## Worked problem: equilibrium structure of a linearly graded GaAsP buffer

**Statement.** A buffer for red diodes is grown on a thick GaAs(001) substrate, from GaAs at $z=0$ to GaAs$_{0.6}$P$_{0.4}$ at the free surface $z=h=40\ \mu$m. The misfit $f=(a_{\rm GaAs}-a)/a$, positive for tension, rises linearly, $f=cz$. Two orthogonal $\langle110\rangle$ sets of 60° dislocations relieve it.

Typical room-temperature inputs: $a_{\rm GaAs}=5.653$ Å, $a_{\rm GaP}=5.451$ Å, Vegard's law, and near the top composition $C_{11}=128$ GPa, $C_{12}=57$ GPa. The line energy is isotropic,
$$F=\frac{Gb^2(1-\nu\cos^2 60^\circ)}{4\pi(1-\nu)}\ln\frac{4R}{b},$$
with assumed $G=50$ GPa, $\nu=0.25$, core radius $b/4$ and outer cutoff $R$ equal to the dislocation spacing.

Find (a) the dislocation density, (b) the dislocation-free thickness, surface strain and stress, (c) thickness and strain for $h=10\ \mu$m.

**Why the result holds** (Tersoff, 1993). Let each set have $\rho(z)\ge0$ lines per unit cross-section and in-plane edge component $b'$. The biaxial elastic strain and the energy per area are
$$\varepsilon(z)=cz-b'\!\int_0^z\!\rho\,dz',\qquad E=\int_0^h\!\left(M\varepsilon^2+2F\rho\right)dz,$$
with $M=C_{11}+C_{12}-2C_{12}^2/C_{11}$ and $F$ held constant. Adding $\delta N$ lines per unit width to each set at height $z$ lowers $\varepsilon$ by $b'\delta N$ everywhere above $z$, so
$$\delta E=2\,\delta N\left[F-b'M\!\int_z^h\!\varepsilon\,dz'\right].$$
Where $\rho>0$ over an interval the bracket vanishes at every $z$. Its derivative gives $\varepsilon=0$, hence $\rho=c/b'$. Above a height $z_c=h-w$ there are no dislocations and $\varepsilon=c(z-z_c)$. The bracket vanishes at $z_c$ if $b'Mcw^2/2=F$, and it is positive higher up, where added lines cost energy. With $L=F/(b'M)$,
$$w=\sqrt{\frac{2F}{b'Mc}}=\sqrt{\frac{2L}{c}},\qquad \varepsilon_s=cw=\sqrt{2Lc}.$$
Neither depends on $h$ at fixed $c$, provided $h>w$.

**Solution** (intermediates carried unrounded).

(a) The top lattice constant is $a=5.572$ Å, so $f(h)=0.0145$ and $c=f(h)/h=3.63\times10^{-4}\ \mu$m$^{-1}$. The Burgers vector $\tfrac a2[101]$ has $b=a/\sqrt2=3.94$ Å. For a line along $[1\bar10]$ its projection on $[110]$ is $b'=b/2=1.97$ Å. Then
$$\rho=c/b'=1.84\ \mu\text{m}^{-2}=1.84\times10^{8}\ \text{cm}^{-2}\ \text{per set},\qquad R=\rho^{-1/2}=0.74\ \mu\text{m}.$$

(b) $M=134$ GPa. The prefactor of the logarithm is $0.772$ nN and $\ln(4R/b)=8.92$, so $F=6.89$ nN $=4.3$ eV/Å and $L=0.26$ nm. Therefore
$$w=1.2\ \mu\text{m},\qquad \varepsilon_s=4.3\times10^{-4},\qquad \sigma_s=M\varepsilon_s=58\ \text{MPa (tensile)}.$$
The relaxed part, $z_c=38.8\ \mu$m, holds $\rho z_c=71$ lines per $\mu$m in each set. A fully relaxed abrupt interface needs $f(h)/b'=74\ \mu$m$^{-1}$, a spacing of 14 nm in a single plane. Grading leaves the number of misfit lines almost unchanged and spreads them through the depth.

(c) Now $c$ is four times larger. At fixed $F$, $w$ halves and $\varepsilon_s$ doubles. Since $R$ halves too, the logarithm drops by 0.69, which gives $w=0.58\ \mu$m and $\varepsilon_s=8.3\times10^{-4}$, a factor 1.92 in strain.

**Limits.** These numbers are the model's. Choosing $R=w$ raises $w$ by only 3%, but $w$ is comparable with the spacing $R$, so the boundary $z_c$ is blurred by about one spacing. Thermal mismatch rivals $\varepsilon_s$. GaAs expands more than GaP by a typical $1\times10^{-6}$ K$^{-1}$, so cooling through an assumed 700 K with the dislocations frozen adds about $0.4\times10^{-6}\ \text{K}^{-1}\times700\ \text{K}\approx3\times10^{-4}$ of compression at the surface, and $\varepsilon_s$ is best read as the strain at growth temperature. Nucleation and glide barriers are absent from the model. Graded III–V buffers typically retain more strain than this equilibrium, with $w$ and $\varepsilon_s$ larger by up to roughly a factor of two. The threading density, which limits diode efficiency, is set by kinetics and does not follow from $\rho$.